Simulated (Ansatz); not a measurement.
# Strength of the C–H bond: CHF2O → COF2 + H

Species: CHF2O `[O]C(F)F`, doublet; COF2 (carbonyl fluoride) `O=C(F)F`, singlet; H atom, doublet. 

Shapes, held fixed at every level: PBE0-D4/def2-TZVP. Programs: Ansatz 0.2.0. The zero-point and thermal change to 298 K, harmonic and unscaled (PBE0-D4/def2-TZVP), is -18.8 kJ/mol.

| level | kind | ΔH(298 K) (kJ/mol) | less CCSD(T)/CBS estimate | CPU time (sum over the molecules) |
| --- | --- | --- | --- | --- |
| HF/def2-SVP | Hartree–Fock | +56.8 | +34.9 | – |
| B3LYP-D4/def2-TZVPP | global hybrid | +35.1 | +13.2 | 9.3 s |
| r2SCAN0-D4/def2-TZVPP | global hybrid | +48.0 | +26.1 | 14 s |
| wB97X-V/def2-TZVPP | range-separated hybrid | +31.8 | +9.9 | 23 s |
| B2PLYP/def2-TZVPP | double hybrid | +19.2 | -2.7 | 10 s |
| MP2/def2-SVP | perturbation theory | -33.3 | -55.2 | – |
| CCSD(T)/def2-SVP | coupled cluster or CI | +8.6 | -13.3 | 7.2 s |
| CCSD(T)/CBS estimate | coupled cluster or CI | +21.9 | 0.0 | 2.6 min |

The highest level, CCSD(T)/CBS estimate, gives ΔH(298 K) = +21.9 kJ/mol; the levels span -33.3 to +56.8. They disagree on the sign: 7 of 8 are positive. A fragment pairs its electrons up again, so this isn't a typical strength of such a bond. The column of differences is taken from that level and isn't an error. No measured value is set beside it here. Open shells run unrestricted unless RO is named. The CBS estimate extrapolates MP2 from def2-TZVPP and def2-QZVPP and adds CCSD(T) − MP2 in the triple-zeta set, cores frozen. Times are processor times on shared x86 and Arm servers, and rough.

Loss of hydrogen from CHF2O is only mildly endothermic, +21.9 kJ/mol at the highest level, because breaking the C–H σ bond lets the oxygen-centred radical form the C=O π bond of carbonyl fluoride. Fluorine lone-pair donation into the carbonyl π system stabilises the product further. The loss of the C–H stretching and bending modes also matters: the correction of -18.8 kJ/mol is comparable in size to the net enthalpy.

In the same small basis, Hartree–Fock gives +56.8, MP2 -33.3 and CCSD(T) +8.6 kJ/mol. Correlation therefore favours the products, but second order greatly overshoots the effect, and the exothermic MP2 result is no evidence for spontaneous H loss. The closeness of B2PLYP to the reference probably owes something to cancellation between exact exchange and perturbative correlation, which err in opposite directions here.

The reaction enthalpy alone does not fix the radical's lifetime, since entropy favours fragmentation and the rate depends on the barrier to C–H scission.
